**Question**

I have the band levels of one HfSi₃O₈ crystal from two hybrid functionals, HSE06 and the costlier PBE0. The cell is orthorhombic, though it was built as a tetragonal one. Each row is a point in the Brillouin zone, that is, one wavevector k of the electrons. Bands v1 and v2 are the highest and second-highest filled levels at that point, c1 and c2 the lowest and second-lowest empty ones. Each functional has its zero at its own valence top, which lies at the point called extra_v.

Band levels of HfSi₃O₈ (space group Pmm2, 12-atom cell relaxed with r2SCAN) from HSE06 (cheaper level) and PBE0 (costlier level), each measured from its own valence top. Ansatz 0.2.0, plane-wave PAW, 420 eV cutoff, 4×4×4 k mesh, no spin polarisation. The point extra_v is k = (0.375, 0, −0.5) in reciprocal-lattice units.

```
point name  band v2, cheaper level (eV)  band v1, cheaper level (eV)  band c1, cheaper level (eV)  band c2, cheaper level (eV)  band v2, costlier level (eV)  band v1, costlier level (eV)  band c1, costlier level (eV)  band c2, costlier level (eV)
     Gamma                            ?                            ?                            ?                            ?                             ?                             ?                             ?                             ?
         X                            ?                            ?                            ?                            ?                             ?                             ?                             ?                             ?
         S                       -0.763                       -0.352                        6.847                        7.671                        -0.767                        -0.355                         7.615                         8.453
         Y                       -0.691                       -0.123                        7.079                        7.952                        -0.692                        -0.122                         7.852                         8.739
         Z                       -0.480                       -0.382                        6.219                        7.422                        -0.483                        -0.385                         6.990                         8.196
         U                       -0.147                       -0.049                        7.093                        7.641                        -0.149                        -0.050                         7.867                         8.423
         R                       -0.249                       -0.171                        7.214                        7.818                        -0.251                        -0.173                         7.989                         8.601
         T                       -0.738                       -0.654                        7.076                        7.928                        -0.741                        -0.655                         7.854                         8.714
   extra_v                       -0.269                        0.000                        7.064                        7.910                        -0.272                         0.000                         7.840                         8.694
```

Suppose I have the HSE06 levels at Gamma, the centre of the zone, and at X. Can I work out the PBE0 levels there without running PBE0? Should I add a constant to the empty bands, or multiply their energies by a factor?

**Answer**

Add a constant. In the rows you can see, going from HSE06 to PBE0 lifts the empty levels by about three quarters of an eV, while the filled levels move by a few thousandths. The lift also hardly depends on the wavevector. Both its size and its evenness can be understood from what separates the two functionals.

Exact exchange treats filled and empty states differently. An electron in a filled state belongs to the sea of filled states, and exchange removes its spurious repulsion with itself, so its energy falls. An extra electron in an empty state gets almost none of this relief. More exact exchange therefore opens the gap.

HSE06 and PBE0 both use one quarter of exact exchange when two electrons are close together. HSE06 fades it out at larger distances, and PBE0 keeps it. The difference between your two sets of levels is therefore the work of the long-range part alone, and this part varies slowly in space. It sees that a state is filled, but hardly notices where in the cell the electron sits or which wavevector it has.

In formulas, let r be the distance between two electrons and ω the inverse length at which HSE06 fades exact exchange out. In atomic units, the interaction that PBE0 keeps in its exact exchange is

v(r) = erf(ωr)/r ≈ 2ω/√π for ωr well below 1.

Exchange uses this interaction only where the density matrix is sizeable. The density matrix measures how strongly the filled states link two places, and in a wide-gap insulator it dies away over a short distance. Over that distance v(r) is nearly constant. A constant times the density matrix lowers every filled state by the same amount and gives zero for every empty one. The approximate exchange that PBE0 removes in return acts nearly as a uniform potential where the electron density is high, so to a first approximation it moves both kinds of state together and leaves the gap alone.

The gap should then open by almost

Δ = 0.25 × 2ω/√π.

The usual HSE06 value is roughly ω = 0.11 per bohr; the value used in these runs isn't listed. With 1 hartree = 27.2 eV this gives

Δ = 0.25 × 2 × 0.11/1.77 × 27.2 eV ≈ 0.84 eV.

No level from the table enters this estimate. The mean lift of c1 in the seven visible rows is 0.774 eV, or 92 % of it. A shortfall is expected, for two reasons. One is that v(r) falls with distance while the density matrix has a finite reach. For the filled states this seems a small matter here. The exact-exchange energy listed in the full outputs drops by 35.85 eV for 86 electrons, or 0.417 eV each, against the 0.422 eV, half of Δ, that a constant interaction would give; this also fits the assumed ω. The other reason is that the approximate exchange being removed is expected to be weaker where the density is low, so empty states that reach between the atoms should rise less than the filled ones. The agreement in size supports the argument but doesn't prove it. PBE0 is what HSE06 becomes at ω = 0, so the two runs give only two values of ω, too few to show how the lift grows with it.

The visible rows can also decide between your two recipes, thanks to Z. Its c1 lies more than 0.6 eV below that of any other visible point, so a factor would lift it noticeably less than the others. The best common factor, 1.11, puts the PBE0 level at Z too low by 0.08 eV, even though Z took part in the fit. A constant lift misses it by only 0.003 eV.

For Gamma and X, then, take the HSE06 levels and apply the mean lifts of the visible rows. My forecast for both points is that c1 rises by 0.774 ± 0.015 eV and c2 by 0.783 ± 0.020 eV, while v1 and v2 stay within 0.010 eV of their HSE06 values. These ranges are a judgement, wider than the visible scatter, because a state at a hidden point may differ in character from those we can see. I also expect the same named point to have the lowest c1 in both functionals, unless two points lie within 0.03 eV of each other. Where the HSE06 levels themselves lie at Gamma and X, I can't foretell.

Here are the computed values.

The withheld rows as computed:

```
point name  band v2, cheaper level (eV)  band v1, cheaper level (eV)  band c1, cheaper level (eV)  band c2, cheaper level (eV)  band v2, costlier level (eV)  band v1, costlier level (eV)  band c1, costlier level (eV)  band c2, costlier level (eV)
     Gamma                       -0.327                       -0.292                        5.676                        6.506                        -0.326                        -0.293                         6.429                         7.271
         X                       -0.547                       -0.330                        6.640                        7.747                        -0.552                        -0.331                         7.406                         8.529
```

At X the forecast holds for all four bands. Its c1 rises by 0.766 eV, a little less than the mean but well inside the range, and c2 agrees with the forecast to about a thousandth of an eV. The filled levels stay within their range at both points. Gamma has the lowest c1 of all the named points in both functionals, so the forecast about the order holds too.

Gamma gives the one failure. Adding the constant to its HSE06 level gives 5.676 + 0.774 = 6.450 eV for c1, whereas PBE0 gives 6.429 eV. The error of 0.021 eV is about 3 % of the lift, and it lies outside the range I gave. The forecast for c2 at Gamma is also too high, by 0.018 eV, which only just fits its wider range.

Why Gamma is lifted less is not settled by these data. One possibility is that its lowest empty states spread further into regions of low density, where the approximate exchange that PBE0 removes is weaker, so that they rise less. Another is that they feel more of the falling part of v(r), which no longer separates filled from empty states cleanly and can lend an empty state some of the exchange lowering. Both are guesses, because the table doesn't tell which orbitals make up the bands. Long-range exchange also converges slowly with the mesh of wavevectors, and no run with a denser mesh is available to show whether 0.02 eV is meaningful.

The failure doesn't rescue the factor. Over all nine points, c1 spans 7.214 − 5.676 = 1.538 eV in HSE06 and 7.989 − 6.429 = 1.560 eV in PBE0, so it widens by little more than 1 %. A factor of 1.11 would widen it by 11 %. At Gamma, which had no part in the fit, the factor misses c1 by 0.12 eV, about six times the error of the constant. The printed analysis below lists the constant lift point by point, and gives the misses of the factor at Gamma, X and Z.

So the shape of the lowest empty band, as far as these points sample it, is nearly the same in both functionals, and HSE06 plus a constant gives c1 to about 0.02 eV. The size of the gap is another matter. If the argument above is right, most of the three quarters of an eV reflects the distance at which HSE06 was built to switch off exact exchange, and little of it is special to HfSi₃O₈. The same reasoning suggests a similar lift in other insulators with a short-ranged density matrix, and a smaller one where the filled states link more distant places or the lowest empty states lie in regions of low density. PBE0 costs more, but nothing here shows that its gap is closer to a measured one.

This matters if you want to use the numbers for a gate dielectric, a role in which hafnium silicates serve. Leakage depends on the barriers for electrons and for holes, which are set by where the oxide's band edges lie relative to the levels of the channel and the gate. Because each functional has its own zero here, the table gives only the change in the distance between the two edges. The full outputs of the two runs also list the edges before that zero is set. Since cell and atoms are the same, these can be compared, at least roughly: from HSE06 to PBE0 the valence top falls by 0.40 eV and the lowest empty level rises by 0.35 eV. The lift is thus shared almost evenly between the two edges. The argument above leads one to expect this: exact exchange lowers the filled levels by about Δ, and taking away the approximate exchange raises all levels by about half of Δ. The empty edge falls further short of that half than the filled edge does, which fits a weaker approximate exchange where the empty states lie. Adding the whole lift to an electron barrier would therefore count too much. Even the oxide's own share may be too much, because the empty levels of a semiconductor channel are expected to rise as well when it is treated with PBE0. The crystal is also a model cell of untested stability, with only four close oxygen neighbours around hafnium, and its gap shouldn't be taken for that of a real film.

Numerical output:

```
Gap opening in the limit of a very short-ranged density matrix (eV): 0.8444
fit of level_c1 - point_c1 on 7 rows: constant 0.7736 +/- 0.0013; rms 0.00306, worst S 0.00557, leave-one-out rms 0.00357
  rows outside the fit (model, value, miss): Gamma 0.7736, 0.753, 0.0206; X 0.7736, 0.766, 0.00757
fit of level_c2 - point_c2 on 7 rows: constant 0.7826 +/- 0.0016; rms 0.00392, worst Z 0.00857, leave-one-out rms 0.00458
  rows outside the fit (model, value, miss): Gamma 0.7826, 0.765, 0.0176; X 0.7826, 0.782, 0.000571
fit of level_c1 on 7 rows: coefficient of point_c1 1.111 +/- 0.0019; rms 0.0331, worst Z -0.0793, leave-one-out rms 0.0377
  rows outside the fit (model, value, miss): Gamma 6.307, 6.429, -0.122; X 7.379, 7.406, -0.0275
Mean c1 shift of the known rows as a share of the limit (percent): 91.61
Spread of c1 over the known points in HSE06 (eV): 0.995
Spread of c1 over the known points in PBE0 (eV): 0.999
Miss of the common factor at Z, prediction less value (eV): -0.07929
Miss of the rigid shift at Z, prediction less value (eV): 0.002571
Levels and shifts in eV:
      row  c1 HSE06  c1 PBE0 by rigid shift  c1 PBE0  shift c1  shift c2  shift v1  shift v2
    Gamma     5.676                    6.45    6.429     0.753     0.765    -0.001     0.001
        X      6.64                   7.414    7.406     0.766     0.782    -0.001    -0.005
        S     6.847                   7.621    7.615     0.768     0.782    -0.003    -0.004
        Y     7.079                   7.853    7.852     0.773     0.787     0.001    -0.001
        Z     6.219                   6.993     6.99     0.771     0.774    -0.003    -0.003
        U     7.093                   7.867    7.867     0.774     0.782    -0.001    -0.002
        R     7.214                   7.988    7.989     0.775     0.783    -0.002    -0.002
        T     7.076                    7.85    7.854     0.778     0.786    -0.001    -0.003
  extra_v     7.064                   7.838     7.84     0.776     0.784         0    -0.003
Lowest c1 of all named points in HSE06 (eV): 5.676
Lowest c1 of all named points in PBE0 (eV): 6.429
```
